**Vertical ionisation of OCN–Zr(OH)(F)Cl across functionals, HF and coupled cluster**

The table holds the vertical ionisation energy, the negative HOMO energy of the neutral and the cation's $\langle S^2\rangle$ for six density functionals in def2-TZVPP and for HF in three basis settings, all at one PBE0-D4/def2-TZVP geometry (Ansatz 0.2.0, gas phase, unrestricted cations). The program tests whether the difference between ionisation energy and $-$HOMO, which is half the curvature of the energy in the HOMO occupation, falls linearly with the share $a$ of exact exchange. A least-squares line through the four global-share functionals, $2.78-3.29a$ eV, holds within 0.06 eV, brackets the range-separated pair between its short- and long-range shares, and misses HF by 1.72 eV. Against CCSD(T) from the same runs (11.12 eV in def2-TZVPP, 11.34 eV as limit estimate), the semilocal functionals are 0.5 to 0.9 eV low, the global hybrids 0.2 to 0.5 eV low, the range-separated pair within 0.2 eV, HF more than 1 eV low, and MP2 0.77 eV high in the same basis. The HF cation is spin-contaminated and may hold a different hole, which limits the coupled-cluster yardstick. Formal operation counts give rough relative costs.

Calculated values. Vertical ionisation of OCN–Zr(OH)(F)Cl in the gas phase, from density functionals and Hartree–Fock (HF) in Ansatz 0.2.0. All rows use the neutral's PBE0-D4/def2-TZVP geometry, a def2 core potential on Zr and an unrestricted cation. The def2-limit row is extrapolated from def2-TZVPP and def2-QZVPP.

## The fit in Python

```python
# Table: vertical ionisation energy (cation less neutral), -HOMO and cation <S^2> of OCN-Zr(OH)(F)Cl,
# Ansatz 0.2.0, PBE0-D4/def2-TZVP geometry, six functionals (def2-TZVPP) and HF. Tested: gap
# IE-(-HOMO) = g0 - k*a (a = exact-exchange share), and each level against CCSD(T) of the same runs.
T = {
    'level': ['PBE-D4/def2-TZVPP', 'r2SCAN-D4/def2-TZVPP', 'B3LYP-D4/def2-TZVPP', 'PBE0-D4/def2-TZVPP', 'wB97X-V/def2-TZVPP', 'wB97M-V/def2-TZVPP', 'HF/def2-QZVPP', 'HF/def2-TZVPP', 'HF/def2-limit'],
    'exx_long': [0, 0, 20, 25, 100, 100, 100, 100, 100],  # %
    'ie': [10.4, 10.61, 10.85, 10.9, 11.2, 11.17, 10.08, 10.09, 10.08],  # eV
    'minus_homo': [7.56, 7.89, 8.7, 8.96, 11.26, 11.16, None, None, None],  # eV
    's2': [0.755, 0.763, 0.766, 0.771, 0.776, 0.773, 0.913, 0.913, None],
}
import numpy as np
L = [s.replace('-D4', '').replace('/def2-TZVPP', '').replace('/def2-', ' ') for s in T['level']]
ie = dict(zip(L, T['ie'])); mh = dict(zip(L, T['minus_homo'])); s2 = dict(zip(L, T['s2']))
a = {k: x/100 for k, x in zip(L, T['exx_long'])}
G = ['PBE', 'r2SCAN', 'B3LYP', 'PBE0']; R = ['wB97X-V', 'wB97M-V']; D = G + R
# further outputs of the same runs (eV): (cation, neutral) energies, D4 terms, orbital levels
W = {'MP2 TZVPP': (-23081.1394-11.28273-29.98817, -23091.2283-11.80622-31.26275),
     'MP2 QZVPP': (-23127.4068, -23139.4219), 'MP2 limit': (-23130.5762, -23142.6887),
     'CCSD TZVPP': (-23081.1394-42.06616, -23091.2283-43.06682), 'CCSD limit': (-23131.3715, -23142.6865),
     'CCSD(T) TZVPP': (-23125.1302, -23136.2492), 'CCSD(T) limit': (-23133.2961, -23144.6406)}
w = {k: c-n for k, (c, n) in W.items()}
d4 = {'PBE': 0.21543-0.19936, 'r2SCAN': 0.054989-0.050603, 'B3LYP': 0.34668-0.32114, 'PBE0': 0.1867-0.17272}
top = {'r2SCAN': (7.892458, 7.954826, 8.453749), 'PBE0': (8.958137, 9.041065, 9.534726),
       'wB97X-V': (11.2622, 11.36327, 11.96763)}
mh['HF'] = 12.31938
sr = {'wB97X-V': 0.17, 'wB97M-V': 0.15}  # short-range shares, rough recalled definitions
gap = {k: ie[k]-mh[k] for k in D+['HF']}
p4 = np.polyfit([a[k] for k in G], [gap[k] for k in G], 1)
p6 = np.polyfit([a[k] for k in D], [gap[k] for k in D], 1)
print("Energies in eV; rounding of a difference of two table values: up to 0.01")
print(f"Line A (four global-share rows): gap = {p4[1]:.2f} - {-p4[0]:.2f}*a, zero at a = {-p4[1]/p4[0]:.2f} (extrapolated)")
print(f"Line B (six functionals, long-range share): gap = {p6[1]:.2f} - {-p6[0]:.2f}*a")
print("level     a(long)   gap  residual A  residual B")
for k in D+['HF']:
    print(f"{k:9s} {a[k]:5.2f} {gap[k]:+7.2f} {gap[k]-np.polyval(p4, a[k]):+9.2f} {gap[k]-np.polyval(p6, a[k]):+11.2f}")
for nm, p in (('A', p4), ('B', p6)):
    r = {k: gap[k]-np.polyval(p, a[k]) for k in G}; kw = max(r, key=lambda k: abs(r[k]))
    print(f"Line {nm} on global rows: rms {np.sqrt(np.mean([x*x for x in r.values()])):.2f}, worst {kw} {r[kw]:+.2f}")
for k in R:
    print(f"{k}: line A gives {np.polyval(p4, sr[k]):+.2f} at short-range share, {np.polyval(p4, 1):+.2f} at a=1;"
          f" effective share {(gap[k]-p4[1])/p4[0]:.2f}")
da = a['PBE0']-a['PBE']
print(f"PBE to PBE0 per unit a: IE {(ie['PBE0']-ie['PBE'])/da:+.1f}, -HOMO {(mh['PBE0']-mh['PBE'])/da:+.1f}, gap {(gap['PBE0']-gap['PBE'])/da:+.1f}")
print(f"Span over functionals: IE {np.ptp([ie[k] for k in D]):.2f}, -HOMO {np.ptp([mh[k] for k in D]):.2f}")
print("IE steps: " + ", ".join(f"{x}>{y} {ie[y]-ie[x]:+.2f}" for x, y in zip(D, D[1:])))
H = [k for k in L if k.startswith('HF')]; hs = np.ptp([ie[k] for k in H])
print(f"HF spread over basis {hs:.2f}; HF -HOMO (TZVPP) {mh['HF']:.2f}")
print("D4 part of IE: " + ", ".join(f"{k} {v:.3f}" for k, v in d4.items()))
print("HOMO to next two levels: " + ", ".join(f"{k} {v[1]-v[0]:.2f}/{v[2]-v[0]:.2f}" for k, v in top.items()))
print("Correlated IE: " + ", ".join(f"{k} {w[k]:.2f}" for k in w if k.startswith('MP2')))
print("Correlated IE: " + ", ".join(f"{k} {w[k]:.2f}" for k in w if k.startswith('CC')))
t, c = w['CCSD(T) TZVPP'], w['CCSD(T) limit']
print(f"Correlation in CCSD(T) IE: TZVPP {t-ie['HF']:+.2f}, limit {c-ie['HF limit']:+.2f}; triples {t-w['CCSD TZVPP']:+.2f}")
print(f"Basis step TZVPP to limit: CCSD(T) {c-t:+.2f}, MP2 {w['MP2 limit']-w['MP2 TZVPP']:+.2f}; MP2 less CCSD(T) {w['MP2 TZVPP']-t:+.2f}")
print("level     IE less CCSD(T) TZVPP/limit | -HOMO less same | quartet weight (S2-0.75)/3")
for k in D+['HF']:
    print(f"{k:9s} {ie[k]-t:+.2f} / {ie[k]-c:+.2f} | {mh[k]-t:+.2f} / {mh[k]-c:+.2f} | {100*(s2[k]-0.75)/3:.1f} %")
o, vt, vq, nt, nq = 24, 233, 432, 34+233, 34+432  # orbital counts from the same runs
print(f"Basis functions TZVPP {nt}, QZVPP {nq}; ratio N^3 {(nq/nt)**3:.1f}, N^4 {(nq/nt)**4:.1f}, v^4 {(vq/vt)**4:.1f}")
print(f"Formal counts, TZVPP: N^4 {nt**4:.0e}, oN^4 {o*nt**4:.0e}, o^2v^4 {o**2*vt**4:.0e} per cycle, o^3v^4 {o**3*vt**4:.0e}")
assert all(gap[x] > gap[y] for x, y in zip(G, G[1:])) and p4[0] < 0
assert all(abs(gap[k]) < 0.1 and np.polyval(p4, 1) < gap[k] < np.polyval(p4, sr[k]) for k in R)
assert hs < 0.015 and max(ie[k] for k in H) < min(ie[k] for k in D) and gap['HF'] < 0
assert ie['HF'] < t < w['MP2 TZVPP'] and max(ie[k] for k in G) < t < c
```

Running it gives:

```
Energies in eV; rounding of a difference of two table values: up to 0.01
Line A (four global-share rows): gap = 2.78 - 3.29*a, zero at a = 0.85 (extrapolated)
Line B (six functionals, long-range share): gap = 2.73 - 2.77*a
level     a(long)   gap  residual A  residual B
PBE        0.00   +2.84     +0.06       +0.11
r2SCAN     0.00   +2.72     -0.06       -0.01
B3LYP      0.20   +2.15     +0.03       -0.03
PBE0       0.25   +1.94     -0.02       -0.10
wB97X-V    1.00   -0.06     +0.45       -0.02
wB97M-V    1.00   +0.01     +0.52       +0.05
HF         1.00   -2.23     -1.72       -2.19
Line A on global rows: rms 0.05, worst r2SCAN -0.06
Line B on global rows: rms 0.07, worst PBE +0.11
wB97X-V: line A gives +2.22 at short-range share, -0.51 at a=1; effective share 0.86
wB97M-V: line A gives +2.29 at short-range share, -0.51 at a=1; effective share 0.84
PBE to PBE0 per unit a: IE +2.0, -HOMO +5.6, gap -3.6
Span over functionals: IE 0.80, -HOMO 3.70
IE steps: PBE>r2SCAN +0.21, r2SCAN>B3LYP +0.24, B3LYP>PBE0 +0.05, PBE0>wB97X-V +0.30, wB97X-V>wB97M-V -0.03
HF spread over basis 0.01; HF -HOMO (TZVPP) 12.32
D4 part of IE: PBE 0.016, r2SCAN 0.004, B3LYP 0.026, PBE0 0.014
HOMO to next two levels: r2SCAN 0.06/0.56, PBE0 0.08/0.58, wB97X-V 0.10/0.71
Correlated IE: MP2 TZVPP 11.89, MP2 QZVPP 12.02, MP2 limit 12.11
Correlated IE: CCSD TZVPP 11.09, CCSD limit 11.31, CCSD(T) TZVPP 11.12, CCSD(T) limit 11.34
Correlation in CCSD(T) IE: TZVPP +1.03, limit +1.26; triples +0.03
Basis step TZVPP to limit: CCSD(T) +0.23, MP2 +0.23; MP2 less CCSD(T) +0.77
level     IE less CCSD(T) TZVPP/limit | -HOMO less same | quartet weight (S2-0.75)/3
PBE       -0.72 / -0.94 | -3.56 / -3.78 | 0.2 %
r2SCAN    -0.51 / -0.73 | -3.23 / -3.45 | 0.4 %
B3LYP     -0.27 / -0.49 | -2.42 / -2.64 | 0.5 %
PBE0      -0.22 / -0.44 | -2.16 / -2.38 | 0.7 %
wB97X-V   +0.08 / -0.14 | +0.14 / -0.08 | 0.9 %
wB97M-V   +0.05 / -0.17 | +0.04 / -0.18 | 0.8 %
HF        -1.03 / -1.25 | +1.20 / +0.97 | 5.4 %
Basis functions TZVPP 267, QZVPP 466; ratio N^3 5.3, N^4 9.3, v^4 11.8
Formal counts, TZVPP: N^4 5e+09, oN^4 1e+11, o^2v^4 2e+12 per cycle, o^3v^4 4e+13
```
